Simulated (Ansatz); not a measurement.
## Nb₂O: pressure and energy above lowest point as volume per atom varies

All results are calculated (Ansatz 0.2.0 development build). Equation of state of a cubic crystal from periodic Kohn-Sham density functional theory without spin; pressure corrected for the finite basis.

Cell of the first row (space group Fm-3m, No. 225):
```
Nb2O
1.0
      0.0000     2.7300     2.7300
      2.7300     0.0000     2.7300
      2.7300     2.7300     0.0000
Nb O
2 1
Direct
  0.25000 0.25000 0.25000
  0.75000 0.75000 0.75000
  0.00000 0.00000 0.00000
```

Settings of every row: formula Nb2O; structure type antifluorite; functional PBE; spin treatment none; k mesh 17x17x17; occupation method fermi-dirac; occupation width 0.061225619 eV; wave cutoff 930 eV; datasets hand-made PAW; density cutoff ratio 5.

Limits: a cubic model structure, not a phase known at ambient conditions; the SCF threshold is loose for a stress in some rows.

| row | volume per atom (Å³) | pressure (GPa) | energy above lowest point (meV/atom) |
| --- | --- | --- | --- |
| 1 | 13.564 | 11.424 | 28.76 |
| 2 | 13.852 | ? | ? |
| 3 | 14.141 | 3.297 | 2.79 |
| 4 | 14.429 | -0.134 | 0 |
| 5 | 14.718 | -3.221 | 3.07 |
| 6 | 15.295 | -8.542 | 24.57 |

Question: what pressure and energy above lowest point should row 2 give?

Worked fit of pressure. Take u = (V_r/V)^(2/3) − 1 with V_r = 14.429 Å³ an atom, which is twice the finite (Eulerian) strain; such expansions in the strain, on which the Birch-Murnaghan equation of state is built, carry the rest volume and the bulk modulus. The shown rows have u = 0.04207, 0.01353, 0, -0.01313, -0.03811. Least squares give pressure = −0.1327 + 246.13 × u + 674.88 × u² GPa; a straight line predicts inner rows, each left out in turn, worse (root mean square 0.53 against 0.032 GPa). The rows lie off it by 0.008, -0.024, -0.001, 0.027, -0.009 (root mean square 0.017 GPa). The pressure vanishes at u = 0.0005, or V = 14.42 Å³ an atom, and there the bulk modulus at fixed shape and fractions is B = −V dP/dV = (2/3)(1 + u) dP/du = 165 GPa. The withheld row has u = 0.02758, so the fit gives −0.1327 + 246.13 × (0.02758) + 674.88 × (0.02758)² = 7.169 GPa.

The calculation gave 7.132 GPa. The fit lies 0.037 GPa (0.19 % of the column's range) above it; its largest miss of a shown row is 0.027 GPa.

Worked fit of energy above lowest point. Take u = (V_r/V)^(2/3) − 1 with V_r = 14.429 Å³ an atom, which is twice the finite (Eulerian) strain; such expansions in the strain, on which the Birch-Murnaghan equation of state is built, carry the rest volume and the bulk modulus. The shown rows have u = 0.04207, 0.01353, 0, -0.01313, -0.03811. Least squares give energy above lowest point = −0.009 − 13.75 × u + 16573.7 × u² meV/atom; a straight line predicts inner rows, each left out in turn, worse (root mean square 13 against 0.058 meV/atom). The rows lie off it by 0.01, -0.05, 0.01, 0.04, -0.02 (root mean square 0.031 meV/atom). Its lowest point lies at u = 0.0004, or V = 14.42 Å³ an atom, and the curvature there gives the bulk modulus at fixed shape and fractions, B = (4/9)(1 + u)² E″(u)/V = 164 GPa. The withheld row has u = 0.02758, so the fit gives −0.009 − 13.75 × (0.02758) + 16573.7 × (0.02758)² = 12.22 meV/atom.

The calculation gave 12.12 meV/atom. The fit lies 0.10 meV/atom (0.35 % of the column's range) above it; its largest miss of a shown row is 0.05 meV/atom.
